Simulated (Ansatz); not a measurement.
A series in volume scale on Mg₅Ge

Results calculated with Ansatz 0.2.0, not measured. Free energy against uniform scaling of the volume at fixed shape and fractions; periodic cell, basis, potentials, k mesh and filling as listed.

The cell before it is scaled or strained (space group R32, No. 155):
```
CELL_PARAMETERS angstrom
2.70700 1.56290 5.07940
-2.70700 1.56290 5.07940
0.00000 -3.12580 5.07940
ATOMIC_POSITIONS crystal
Mg 0.50000 0.16116 0.83884
Mg 0.16116 0.83884 0.50000
Mg 0.83884 0.50000 0.16116
Mg 0.66711 0.66711 0.66711
Mg 0.33289 0.33289 0.33289
Ge 0.00000 0.00000 0.00000
```

Settings of every row: functional r2SCAN; dispersion none; potentials PAW; wave cutoff 612.26 eV; density cutoff 2449 eV; k mesh 5x5x5; k shift 0x0x0; occupations cold; smearing width 0.05 eV; spin none.

Limits: coarse k mesh, up to 40 meV an atom off; the cell comes from a prototype or a list of computed structures and needn't be the stable phase.

```csv
row,volume scale,V (Å³/atom),energy above lowest point (meV/atom)
1,0.94,20.2,5.8
2,0.96,20.63,1.5
3,0.98,21.06,0
4,1,21.49,1
5,1.02,21.92,4.3
6,1.04,22.349,9.6
7,1.06,22.779,?
```

Question: what energy above lowest point should row 7 give?

Worked fit of energy above lowest point. Take u = (V_r/V)^(2/3) − 1 with V_r = 21.275 Å³ an atom, which is twice the finite (Eulerian) strain; such expansions in the strain, on which the Birch-Murnaghan equation of state is built, carry the rest volume and the bulk modulus. The shown rows have u = 0.03517, 0.02074, 0.00679, -0.00668, -0.01971, -0.0323. Least squares give energy above lowest point = 0.2 − 75.6 × u + 6671 × u² meV/atom; a straight line predicts inner rows, each left out in turn, worse (root mean square 2.9 against 0.012 meV/atom). All shown rows lie on it to the printed digit. Its lowest point lies at u = 0.0057, or V = 21.1 Å³ an atom, and the curvature there gives the bulk modulus at fixed shape and fractions, B = (4/9)(1 + u)² E″(u)/V = 45.5 GPa. Letting shape and atoms relax would as a rule lower it, by much in layered, chain or molecular crystals. The withheld row has u = -0.04452, so the fit gives 0.2 − 75.6 × (-0.04452) + 6671 × (-0.04452)² = 16.8 meV/atom.

The calculation gave 16.8 meV/atom. The fit meets it to the printed digit. This row lies beyond the range of the fit.
